The energy in this table belongs to a crystal whose magnetic moment has been prescribed. WTe is placed in a rigid rocksalt cell, the difference between the numbers of spin-up and spin-down electrons is fixed, and the electrons then settle into their best arrangement under that condition. The "held cell moment" is this difference, in Bohr magnetons for one W and one Te atom, and "energy above lowest" is counted from the lowest point of the scan. The energies come from density-functional theory with the PBE functional and without spin-orbit coupling.

Fixed-spin-moment scan of rocksalt WTe (2-atom cell, cubic a = 5.664 Å, rigid) with Ansatz 0.2.0: collinear, scalar-relativistic PBE with plane waves and PAW. The cutoff is 420 eV, the k mesh 14×14×14 and the Gaussian smearing 0.1 eV. Energies are extrapolated to zero smearing and count from the lowest point of the scan; pressure is positive in compression.

```tsv
held cell moment (μB)	energy above lowest (meV/atom)	pressure (GPa)	largest site moment (μB)
0	75.4	-4.10	0.00
0.25	74.2	-4.05	0.20
0.5	70.0	-3.91	0.39
0.75	62.5	-3.69	0.58
1	52.0	-3.39	0.77
1.25	39.0	-3.00	0.96
1.5	24.4	-2.51	1.15
1.75	10.7	-1.88	1.33
2	0.0	-1.06	1.51
```

The state without a moment is the highest point of the curve, and each further step in the moment lowers the energy. The first quarter of a Bohr magneton gains only 1.2 meV/atom, and the gains then grow up to 14.6 meV/atom for the step ending at 1.5 μB. After that they shrink, to 10.7 meV/atom in the last step. Three things need an explanation: why the energy falls, why the fall first quickens, and why it later slackens.

Making a moment has a price. Starting from equal spin populations, a moment $M$ requires $M/2$ electrons to leave the spin-down states and enter spin-up states that were empty. Let $N$ be the number of states per electronvolt, per cell and per spin, at the Fermi level. The first electron moved is lifted by almost nothing and the last by $M/N$, so the average lift is $M/(2N)$ and the total price is $M^2/(4N)$. A crowded Fermi level, with large $N$, makes a moment cheap.

The reward is exchange: electrons of equal spin keep apart and so repel each other less. In the Stoner picture this lowers the energy by $IM^2/4$, where $I$ is the Stoner constant. Price and reward both grow as the square of the moment, and the change in energy per cell is

$$E(M)-E(0)=\frac{M^2}{4}\left(\frac{1}{N}-I\right).$$

If $IN$ exceeds one, the state without a moment is unstable. This also accounts for the quickening: on a downward parabola, equal steps in the moment gain energy in the proportions 1 : 3 : 5 : 7, so a small first step is what an instability of this kind should show.

The price can be found separately, because the same calculations report an electronic entropy term. The smearing blurs the occupation of states close to the Fermi level, and the more states lie there, the larger this term becomes. For Gaussian smearing of width $s$ in its usual definition, and a density of states that is smooth over that width, the term equals $Ns^2$. At zero moment it is 0.023 eV per cell; with $s=0.1$ eV this gives $N=2.3$ states per electronvolt, per cell and per spin.

The reward has to be inferred from the energy curve. The entropy terms are available up to 1.25 μB, which is enough to follow the price through the first six steps. For each of these steps the value of $I$ that reproduces the computed gain was worked out, and the six values, between 0.58 and 0.60 eV, were averaged. That a single constant serves all six agrees with the picture, but it is a mild test, because this part of the curve is nearly a parabola and $N$ changes little. That $IN$ comes out at about 1.4 is no separate proof of the instability, since a falling curve forces it above one.

A worked case shows how delicate the balance is. At small moment the price is $1/(4\times2.3)=0.109$ eV per cell and per squared Bohr magneton, and the reward is $0.595/4=0.149$ eV. The difference, 0.040 eV per cell, amounts to 20 meV/atom at a moment of 1 μB. The table gives $75.4-52.0=23.4$ meV/atom, although the steps up to this row helped to fix $I$.

Within this model, the shortfall comes from treating $N$ as constant. According to the entropy terms, $N$ averaged over the two spins rises to 2.5 near 0.75 μB before it falls again. That is a change of only a tenth, but it acts on a price nearly three times as large as the net gain, so the gain feels it much more strongly. When the changing $N$ is followed step by step, the predicted gain at 1 μB comes to about 23 meV/atom.

The energies alone do not prove that this refinement is needed. A plain parabola, with one constant fitted to the same six steps, misses the gains by 0.5 meV/atom (root mean square), and the version with changing $N$ does hardly better. The refinement improves most of the early steps but overestimates the sixth by 1 meV/atom. An error in that direction is expected once the two spins have different densities of states, because the spin with fewer states then dominates the price, and an average over both hides this.

The pressure column tests the price from another side. Pressure is the rate at which the energy falls when the cell expands, and negative values mean that the cell is stretched and would shrink if it were free to. Expansion weakens the overlap between atoms, narrows the band, raises $N$ and so makes the moment cheaper. The exchange constant belongs mainly to the atom and should depend little on volume. To that approximation the energy shows the difference between price and reward, while the magnetic part of the pressure shows the price alone.

Theory supplies the missing factor. If electrons hop directly between W atoms, the width of the d band varies with volume $V$ as $V^{-5/3}$; if they hop by way of Te, it varies as about $V^{-7/3}$. Combined with the price found from the entropy term, these two laws predict that the pressure should rise by 0.64 or 0.90 GPa per squared Bohr magneton. The computed rise lies between 0.70 and 0.80 GPa in every row with a moment. No pressure entered the estimate, so the agreement supports the rough size of the price, though it does not decide between the two routes of hopping. One caution applies: for the rows up to 1.25 μB, whose further outputs are at hand, the program warns that the self-consistency threshold is loose for stresses. The pressures change smoothly with the moment, but their error is not known.

The moment therefore acts as an internal push outwards. At 2 μB it has removed about three quarters of the tension that the cell has without a moment. The same relation works in reverse: a cell smaller by 1 % in volume would lose about 4 meV/atom of the 75.4 meV/atom gained between zero and 2 μB. If the reported tension is real in every row, a relaxed cell would be smaller and its magnetic gain weaker. In this cubic cell, then, uniform stretching favours the moment and uniform squeezing works against it.

The simple parabola breaks down in the last two steps. Continued beyond 1.5 μB, it would give gains of 18 and 21 meV/atom, whereas the calculation gives 13.7 and 10.7 meV/atom. If the exchange constant keeps its value, the price of additional moment must have climbed: near 1.75 μB the band resists further splitting about 1.8 times as strongly as it did at the start. The pressure, which shows the price without the exchange, points the same way. Had it gone on rising as the square of the moment from its value at 1.5 μB, the last two steps would have added 0.57 and 0.66 GPa, but they add 0.63 and 0.82 GPa. Some part of the density of states has therefore probably become thin.

Counting electrons suggests which part. Tungsten has six valence electrons, and tellurium needs two to complete its p shell, which leaves four in the tungsten d states. Six Te neighbours split these states into a lower group of three orbitals, called t2g, and an upper group of two, called eg. On this count, which ignores any overlap with neighbouring bands, three spin-up electrons and one spin-down electron in the lower group give a moment of exactly 2 μB, and the spin-up t2g states are full. Bands usually thin out towards their edges, so the last electrons moved into the spin-up group are expected to climb faster. The spin-down group, drained towards its lower edge, may add to the price.

Two observations fit this account. The averaged density of states is already falling between 0.75 and 1.25 μB, and one site carries between 75 and 80 % of the moment in every row where there is one, as expected if the same kind of orbital is being polarised throughout. Chemistry says that this site is tungsten. In the rows up to 1.25 μB the other site carries almost no moment, so the remainder is not on tellurium but in the space assigned to neither atom. The entropy terms at hand stop before the last three rows, however, so the thinning near 2 μB is an inference from the energies, the pressures and the electron count.

What the curve establishes is that PBE favours parallel moments over no moments in this cell. With one W atom in the cell, all tungsten moments must point the same way, so an antiferromagnetic order could lie lower still. Spin-orbit coupling is a further open point. It is strong in an atom as heavy as tungsten and is expected to matter on the scale of the whole gain, which is only $2\times75.4\approx151$ meV per cell. In a t2g shell with four electrons it tends to pair spin and orbital motion into a state without a moment, so a calculation that includes it could weaken the instability or remove it.

The table also leaves open where the curve has its minimum, because its lowest row is simply its last. In the final step the energy still falls by $2\times10.7/0.25\approx86$ meV per cell and Bohr magneton. If the spin-up t2g states are full at 2 μB and separated by a gap from the next empty states, the spin-up Fermi level must jump across that gap before the moment can grow. Half of the jump enters the slope of the energy, so a gap of about 0.2 eV would be enough to turn the curve upwards and pin the moment at 2 μB. Without such a gap the minimum probably lies at a larger moment, and a point at 2.25 μB together with the spin-resolved density of states at 2 μB would tell the two cases apart.
